# The Grüneisen relation in quasi-harmonic theory, and why silicon shrinks on warming near 80 K

A crystal expands on heating when its entropy grows with volume. Quasi-harmonic theory turns this into a formula that links the expansion coefficient to the volume dependence of the phonon frequencies. At each **Predict** mark, stop and write down your own answer before reading on.

## 1. Definitions and premises

For a sample of volume $V$ with Helmholtz free energy $F(V,T)$, pressure $P=-(\partial F/\partial V)_T$ and entropy $S=-(\partial F/\partial T)_V$, define

$$\alpha_V=\frac1V\Big(\frac{\partial V}{\partial T}\Big)_P,\qquad B_{T,S}=-V\Big(\frac{\partial P}{\partial V}\Big)_{T,S},\qquad C_{V,P}=T\Big(\frac{\partial S}{\partial T}\Big)_{V,P}.$$

$V$ and $C$ must refer to the same amount of matter; the numbers below are per mole of atoms. In a cubic crystal $V\propto a^3$, so the linear coefficient is $\alpha_L=\alpha_V/3$. The premises are these.

- **P1.** The nuclei move on the ground-state Born–Oppenheimer surface, and thermally excited electrons add nothing to $F$.
- **P2.** The volume alone fixes the mean structure. This holds for the diamond structure under hydrostatic pressure, where symmetry leaves no free cell shape and no free internal coordinate.
- **P3.** At each volume the potential energy is expanded to second order in the displacements from the lattice sites of that volume. This gives a static energy $U_0(V)$, without zero-point energy, and independent modes of angular frequency $\omega_i(V)>0$.
- **P4.** The $\omega_i$ depend on $V$ only, never on $T$ at fixed $V$.

The index $i$ stands for wave vector and branch. As $V$ changes, a mode keeps its label if its wave vector keeps its coordinates relative to the reciprocal lattice vectors. The three rigid translations are left out of all sums.

## 2. A thermodynamic identity that needs no model

Along an isobar $0=dP=(\partial P/\partial V)_T\,dV+(\partial P/\partial T)_V\,dT$. Solving for $dV/dT$ and dividing by $V$ gives $\alpha_V=(\partial P/\partial T)_V/B_T$. The mixed second derivatives of $F$ are equal, which is a Maxwell relation, so

$$\alpha_V B_T=\Big(\frac{\partial P}{\partial T}\Big)_V=-\frac{\partial^2F}{\partial V\,\partial T}=\Big(\frac{\partial S}{\partial V}\Big)_T. \tag{1}$$

**Predict.** Mechanical stability demands $B_T>0$. What must be true of the entropy of a solid that contracts on heating?

It must be larger at smaller volume. On heating, the term $-TS$ in $F$ gains weight and pulls the minimum of $F+PV$ toward the volume with more entropy.

## 3. The free energy of the modes

By P3 mode $i$ has levels $\hbar\omega_i(m+\tfrac12)$, $m=0,1,2,\dots$ With $x_i=\hbar\omega_i/k_BT$ its partition function is a geometric series,

$$z_i=\sum_{m=0}^\infty e^{-x_i(m+1/2)}=\frac{e^{-x_i/2}}{1-e^{-x_i}}=\frac{1}{2\sinh(x_i/2)}.$$

Independent modes multiply their partition functions, so their free energies $f_i=-k_BT\ln z_i$ add:

$$F(V,T)=U_0(V)+\sum_i f_i,\qquad f_i=\tfrac12\hbar\omega_i+k_BT\ln\big(1-e^{-x_i}\big). \tag{2}$$

Two properties of one mode are needed. The derivative of $f_i$ with respect to frequency at fixed $T$ is

$$\frac{\partial f_i}{\partial\omega_i}=\frac\hbar2+\frac{\hbar\,e^{-x_i}}{1-e^{-x_i}}=\hbar\big(n_i+\tfrac12\big),\qquad n_i=\frac1{e^{x_i}-1}, \tag{3}$$

so $\partial f_i/\partial\ln\omega_i=\varepsilon_i$, where $\varepsilon_i=\hbar\omega_i(n_i+\tfrac12)$ is the mean energy of the mode. The derivative of $\varepsilon_i$ with respect to $T$ at fixed frequency follows from $dn/dx=-e^x/(e^x-1)^2$ and $\partial x/\partial T=-x/T$:

$$c_i=\frac{\partial\varepsilon_i}{\partial T}=k_B\,\frac{x_i^2e^{x_i}}{(e^{x_i}-1)^2}. \tag{4}$$

This is the Einstein heat capacity. It is positive, tends to $k_B$ for $x_i\to0$ and falls as $k_Bx_i^2e^{-x_i}$ for large $x_i$. The internal energy is $U=U_0+\sum_i\varepsilon_i$. By P4 fixed $V$ means fixed frequencies, and therefore $C_V=(\partial U/\partial T)_V=\sum_ic_i$.

## 4. The equation of state

**Predict.** The volume enters $f_i$ only through $\omega_i$. Which dimensionless number must multiply $\varepsilon_i/V$ in the pressure?

The chain rule gives $\partial f_i/\partial V=(\partial f_i/\partial\ln\omega_i)(d\ln\omega_i/d\ln V)/V$. Define the mode Grüneisen parameter

$$\gamma_i=-\frac{d\ln\omega_i}{d\ln V},$$

with the sign chosen so that a mode that stiffens under compression has $\gamma_i>0$. Then

$$P=-\frac{dU_0}{dV}+\frac1V\sum_i\gamma_i\,\varepsilon_i. \tag{5}$$

The sum includes the zero-point energies, so the volume at $T=0$ and $P=0$ is in general displaced from the minimum of $U_0$. A mode with $\gamma_i<0$ adds a negative pressure: exciting it pulls the crystal inward.

**Predict.** What does (5) give if the potential is strictly quadratic, with force constants that do not change with volume?

All $\gamma_i$ vanish, $P$ does not depend on $T$, and (1) gives $\alpha_V=0$. The $\gamma_i$ arise from cubic and higher terms of the potential, which change the force constants when the lattice is strained. The theory keeps this effect of anharmonicity and drops the others, hence the name quasi-harmonic.

## 5. The Grüneisen relation

Differentiate (5) with respect to $T$ at fixed $V$. The static term drops out. By P4 the $\omega_i$, and with them the $\gamma_i$, are constants in this derivative, so only $\varepsilon_i$ changes, and (4) gives

$$\Big(\frac{\partial P}{\partial T}\Big)_V=\frac1V\sum_i\gamma_ic_i .$$

Insert this in (1), then multiply and divide by $C_V=\sum_ic_i$:

$$\alpha_V=\frac{\gamma\,C_V}{B_TV},\qquad \gamma(V,T)=\frac{\sum_i\gamma_ic_i}{\sum_ic_i}=\sum_iw_i\gamma_i,\qquad w_i=\frac{c_i}{C_V}. \tag{6}$$

The first equation alone can serve as the definition of the thermodynamic Grüneisen parameter, $\gamma\equiv\alpha_VB_TV/C_V$, and as a definition it holds for any substance. The physical content of (6) is the second equation: this macroscopic ratio equals the mean of the mode parameters, weighted by the mode heat capacities. The weights are positive and sum to one, so $\gamma$ lies between the smallest and the largest $\gamma_i$, and $\alpha_V$ has the sign of $\gamma$.

**Predict.** What are the limits of $\gamma$ at high and at low temperature?

For $k_BT\gg\hbar\omega_{\max}$ all $c_i\to k_B$ and $\gamma$ becomes the plain average of the $\gamma_i$. On cooling, the stiff modes freeze out first and the weight moves to the soft ones. As $T\to0$ only long-wave acoustic modes remain, $\gamma$ tends to a constant set by the volume dependence of their frequencies, and $\alpha_V\propto C_V\propto T^3$ if that constant is not zero. If all modes share one $\gamma_i$, as in a Debye model with $\gamma=-d\ln\theta_D/d\ln V$, then $\gamma$ has no temperature dependence at fixed volume. A change of sign of $\alpha_V$ with temperature at nearly constant volume therefore needs modes of both signs at different frequencies.

$B_T$ in (6) is the full modulus at the equilibrium volume $V(T,P)$, and it is not just $V\,d^2U_0/dV^2$. Write $\varepsilon=k_BT\,g(x)$. Then $\partial\varepsilon/\partial\ln\omega=k_BT\,xg'$ and $c=k_Bg-k_Bxg'$, so $\partial\varepsilon/\partial\ln\omega=\varepsilon-Tc$ and $\partial\varepsilon_i/\partial\ln V=-\gamma_i(\varepsilon_i-Tc_i)$. Applying $-\partial/\partial\ln V$ to (5) gives

$$B_T=V\frac{d^2U_0}{dV^2}+\frac1V\sum_i\Big[\Big(\gamma_i+\gamma_i^2-\frac{d\gamma_i}{d\ln V}\Big)\varepsilon_i-\gamma_i^2\,Tc_i\Big]. \tag{7}$$

## 6. The form with $C_P$ and $B_S$

Calorimetry usually gives $C_P$ and sound velocities give $B_S$. Three exact steps convert (6).

First, regard $S$ as a function of $T$ and $V$ and move along an isobar: $C_P=C_V+T(\partial S/\partial V)_T(\partial V/\partial T)_P$. By (1) the last term is $T\cdot\alpha_VB_T\cdot\alpha_VV$, and $\alpha_VB_TV=\gamma C_V$, so

$$C_P=C_V\,(1+\alpha_V\gamma T). \tag{8}$$

Second, along an isentrope $0=dS=(C_V/T)\,dT+\alpha_VB_T\,dV$, which gives

$$\Big(\frac{\partial T}{\partial V}\Big)_S=-\frac{\alpha_VB_TT}{C_V}=-\frac{\gamma T}{V}. \tag{9}$$

**Predict.** Use (9) to find $B_S/B_T$.

Third, $(\partial P/\partial V)_S=(\partial P/\partial V)_T+(\partial P/\partial T)_V(\partial T/\partial V)_S$. Multiply by $-V$ and use (1) and (9): $B_S=B_T+\alpha_VB_T\gamma T$. The factor is the same as in (8), so $C_P/B_S=C_V/B_T$ and

$$\alpha_V=\frac{\gamma\,C_V}{B_TV}=\frac{\gamma\,C_P}{B_SV},\qquad \frac{C_P}{C_V}=\frac{B_S}{B_T}=1+\alpha_V\gamma T. \tag{10}$$

The weights in $\gamma$ remain the constant-volume $c_i$ in both forms.

**Predict.** If $\gamma<0$, is $C_P$ smaller than $C_V$?

No. By (6), $\alpha_V\gamma T=\gamma^2TC_V/(B_TV)\ge0$ for either sign. What does change sign is the response to adiabatic compression. Equation (9) reads $\gamma=-(\partial\ln T/\partial\ln V)_S$, and dividing it by $(\partial P/\partial V)_S=-B_S/V$ gives

$$\Big(\frac{\partial T}{\partial P}\Big)_S=\frac{\gamma T}{B_S}. \tag{11}$$

A solid with negative $\gamma$ cools when it is compressed reversibly without heat exchange.

## 7. How a mode gets a negative $\gamma_i$

Take a caricature: an atom midway between two fixed neighbours at distance $d$, bound to each by a pair potential $\phi(r)$, with an extra stiffness $\kappa(d)$ from bond-angle forces. A sideways displacement $y$ makes each bond length $\sqrt{d^2+y^2}\approx d+y^2/2d$. The pair energy rises by $2\phi'(d)\,y^2/2d$, and the transverse force constant is $K=\kappa+2\phi'(d)/d$.

**Predict.** How does $K$ change on expansion from the spacing where $\phi'=0$?

There $dK/d\ln d=d\kappa/d\ln d+2\phi''$. With $\omega\propto K^{1/2}$ and $V\propto d^3$,

$$\gamma_\perp=-\frac16\,\frac{2\phi''+d\kappa/d\ln d}{\kappa}.$$

Expansion puts the bonds under tension, and tension stiffens sideways motion as in a stretched string. The parameter is negative unless the angular stiffness weakens fast enough to outweigh $2\phi''$. The small $\kappa$ in the denominator makes the mode both soft and sensitive to volume. In open tetrahedral crystals such as Si the transverse acoustic (TA) modes toward the zone boundary are mainly bond-bending motions and behave in this way. Negative $\gamma_i$ thus sit at low frequency, where (6) places its weight at low temperature.

## 8. Range of validity

Equations (1), (8), (9), (11) and the equality of the two forms in (10) are exact for a homogeneous phase under hydrostatic pressure. Only the identification of $\gamma$ with the mode average rests on P1 to P4.

**Electrons (P1).** In a pure semiconductor the carrier density carries the factor $e^{-E_g/2k_BT}$. With the compiled gap of Si, 1.12 eV at 300 K (Wing 2021), the exponent at 80 K is about $-81$, so P1 is safe. In a metal an electronic term $\gamma_{el}C_{el}$ joins $\sum_i\gamma_ic_i$ and dominates at the lowest temperatures.

**Structure (P2, P3).** Non-cubic crystals need strain derivatives of the frequencies and the elastic compliances in place of $\gamma_i$ and $1/B_T$, and free internal coordinates must be relaxed in $F$ along with the cell. All $\omega_i^2$ must be positive. Near a soft-mode transition $\gamma_i$ diverges and the expansion to second order fails.

**Explicit anharmonicity (P4).** Phonon–phonon interaction shifts the frequencies at fixed volume, $\tilde\omega_i=\omega_i(1+\delta_i(V,T))$. The effect on (6) can be seen for the quartic term in first order, which has the form $F_4=\tfrac12\sum_{ij}A_{ij}(n_i+\tfrac12)(n_j+\tfrac12)$ with symmetric $A_{ij}(V)$. Adding one quantum to mode $i$ costs the extra energy $\hbar\omega_i\delta_i=\sum_jA_{ij}(n_j+\tfrac12)$. The entropy change is $-\partial F_4/\partial T=-\sum_i\hbar\omega_i\delta_i\,\partial n_i/\partial T$. By (3) the harmonic mode entropy $s_i=-\partial f_i/\partial T$ obeys $\partial s_i/\partial\omega_i=-\hbar\,\partial n_i/\partial T$. The entropy change is therefore $\sum_i(\partial s_i/\partial\omega_i)\,\omega_i\delta_i$: to this order $S$ is the harmonic entropy evaluated at the shifted frequencies. The cubic term in second order obeys the same rule, quoted here without proof. In $(\partial S/\partial V)_T$ of (1) each $c_i$ is then taken at $\tilde\omega_i$ and each $\gamma_i$ is replaced by

$$\tilde\gamma_i=\gamma_i-\Big(\frac{\partial\delta_i}{\partial\ln V}\Big)_T .$$

Assume a typical $|\delta_i|\approx0.01$ for Si at low temperature, zero-point part included, and $|\partial\ln|\delta_i|/\partial\ln V|\approx3$. The correction is then about 0.03 in $\gamma$ if the modes do not cancel. It is small against mode parameters of order one, but it rivals $\gamma$ itself near a zero of the expansion. The $\delta_i$ grow linearly with $T$ at high temperature, so the theory degrades toward the melting point.

## 9. Silicon near 80 K: a three-group model

**Macroscopic inputs.** For a cubic crystal $B=(C_{11}+2C_{12})/3$. The compiled constants $C_{11}=165.64$ GPa and $C_{12}=63.94$ GPa (Oses 2018, temperature not stated) give $B=97.84$ GPa. With a typical lattice constant of 5.431 Å and eight atoms per cube, $V=N_Aa^3/8=12.06$ cm³/mol and $BV=1180$ kJ/mol.

**Modes.** The two-atom cell has six branches. Replace them by three groups of two branches, each group with one frequency and one $\gamma_i$, so that each supplies one mode per atom. The assumed typical wavenumbers $\tilde\nu=\omega/2\pi c$ are 150 cm⁻¹ for TA, 350 cm⁻¹ for the longitudinal branches (LA and LO) and 480 cm⁻¹ for TO, somewhat below the compiled zone-centre optical value of 517 cm⁻¹ (Ioffe Institute). The two upper groups get the approximate values $\gamma_L=1.0$ and $\gamma_{TO}=1.2$. The zero-point energy of this spectrum is 5.9 kJ/mol, or 0.5 % of $BV$. Vibrational terms such as those in (7) therefore change $B$ only at the per cent level between 80 K and 293 K, and the same $BV$ is used at both.

With $\theta_i=hc\tilde\nu_i/k_B$ and $x_i=\theta_i/T$, equation (4) gives:

| group | $\theta_i$ (K) | $x_i$ (80 K) | $c_i/k_B$ (80 K) | $w_i$ (80 K) | $c_i/k_B$ (293 K) | $w_i$ (293 K) |
|---|---|---|---|---|---|---|
| TA | 216 | 2.70 | 0.564 | 0.867 | 0.956 | 0.401 |
| LA, LO | 504 | 6.29 | 0.073 | 0.113 | 0.786 | 0.330 |
| TO | 691 | 8.63 | 0.013 | 0.020 | 0.642 | 0.269 |

The sums of $c_i/k_B$ are 0.650 and 2.384, so $C_V=R\sum_ic_i/k_B$ is 5.41 J/(mol K) at 80 K and 19.8 J/(mol K) at 293 K. The TA group lies far below the compiled Debye temperature of 645 K (Råsander 2015), which is why one frequency scale cannot describe this crystal.

**Fitting $\gamma_{TA}$.** The compiled linear expansion at 293 K is $2.6\times10^{-6}$ K⁻¹ (Kaye and Laby, NPL), so $\alpha_V=7.8\times10^{-6}$ K⁻¹. Equation (6) requires $\sum_i\gamma_ic_i/k_B=\alpha_VBV/R=1.107$, that is $\gamma=0.46$. Here $\alpha_V\gamma T=1.1\times10^{-3}$, so it does not matter whether the elastic constants are adiabatic or isothermal.

**Predict.** The upper groups have $\gamma_i\approx1$, yet the mean is 0.46. What sign and size must $\gamma_{TA}$ have?

The upper groups supply $0.786+0.770$, more than the required total, so

$$\gamma_{TA}=\frac{1.107-0.786-0.770}{0.956}=-0.47 .$$

This is an average over both TA branches and the whole zone, and it is fitted, so the model has nothing to predict at 293 K. Its high-temperature limit is the plain mean, 0.58.

**Predict.** From the weights at 80 K, estimate $\gamma$ before computing.

The three terms $\gamma_ic_i/k_B$ are $-0.265$, $+0.073$ and $+0.016$, with sum $-0.176$. Then

$$\gamma=\frac{-0.176}{0.650}=-0.27,\qquad \alpha_V=\frac{\gamma C_V}{BV}=-1.24\times10^{-6}\ \text{K}^{-1},\qquad \alpha_L=-0.41\times10^{-6}\ \text{K}^{-1}.$$

No $\gamma_i$ changed between 293 K and 80 K. The sign reversed because the TA weight rose from 0.401 to 0.867. The factor in (10) has $\alpha_V\gamma T=2.7\times10^{-5}$, positive as it must be, and (11) gives $-0.2$ K/GPa for adiabatic compression. The model's expansion vanishes where $\sum_i\gamma_ic_i=0$, at 115 K, and there $d\gamma/dT=0.007$ K⁻¹.

**How far to trust the digits.** The result is a difference of terms of opposite sign.

- Raising both upper $\gamma_i$ by 0.1 and refitting gives $\gamma_{TA}=-0.62$ and $\alpha_L(80\text{ K})=-0.59\times10^{-6}$ K⁻¹. Lowering both by 0.1 gives $-0.32$ and $-0.23\times10^{-6}$ K⁻¹. The corresponding values of $\gamma$ at 80 K are $-0.39$ and $-0.15$.
- The real TA branches cover a range of frequencies and of $\gamma_i$, so the group parameter is itself a heat-capacity average that drifts with $T$. A drift of 0.1 between 293 K and 80 K would move $\gamma$ at 80 K by 0.09. At much lower temperature the model fails altogether, since it has no long-wave acoustic modes.
- The anharmonic correction of about 0.03 is roughly a tenth of $|\gamma|$ at 80 K and would move the zero by about 4 K. The temperature shift of a phonon line is a different matter, since the zero-point part of $\delta_i$ drops out of it and only the $n_j$ in $\sum_jA_{ij}(n_j+\tfrac12)$ contribute. At 80 K the model has $n=0.07$ (TA), 0.002 (LA, LO) and 0.0002 (TO). A shift of 0.01 that comes from coupling to a single group has the thermal part $0.01\,n/(n+\tfrac12)$, which is $1\times10^{-3}$ for TA, $4\times10^{-5}$ for the longitudinal group and less for TO. The thermal strain, of order $|\alpha_V|T\approx1\times10^{-4}$, lies inside this range. Whether the shift of a line can be read as $-\gamma_i\,\Delta V/V$ thus depends on the modes it couples to, and the model does not settle it.

Only the sign and the order of magnitude survive. The model's central values at 80 K are $\gamma\approx-0.3$ and $\alpha_L\approx-0.4\times10^{-6}$ K⁻¹, but the variations above leave even the leading digit open. The frequencies and the two upper parameters were chosen within their typical ranges so that the model reproduces the typical behaviour of Si, a linear contraction of roughly half a part per million per kelvin near 80 K and a change of sign near 120 K. The closeness is therefore no test of the theory. What (6) shows independently of that choice is the mechanism: soft modes with negative $\gamma_i$ keep their heat capacity to lower temperature than the stiff modes with positive $\gamma_i$, and they set the sign of the expansion once the stiff modes have frozen out.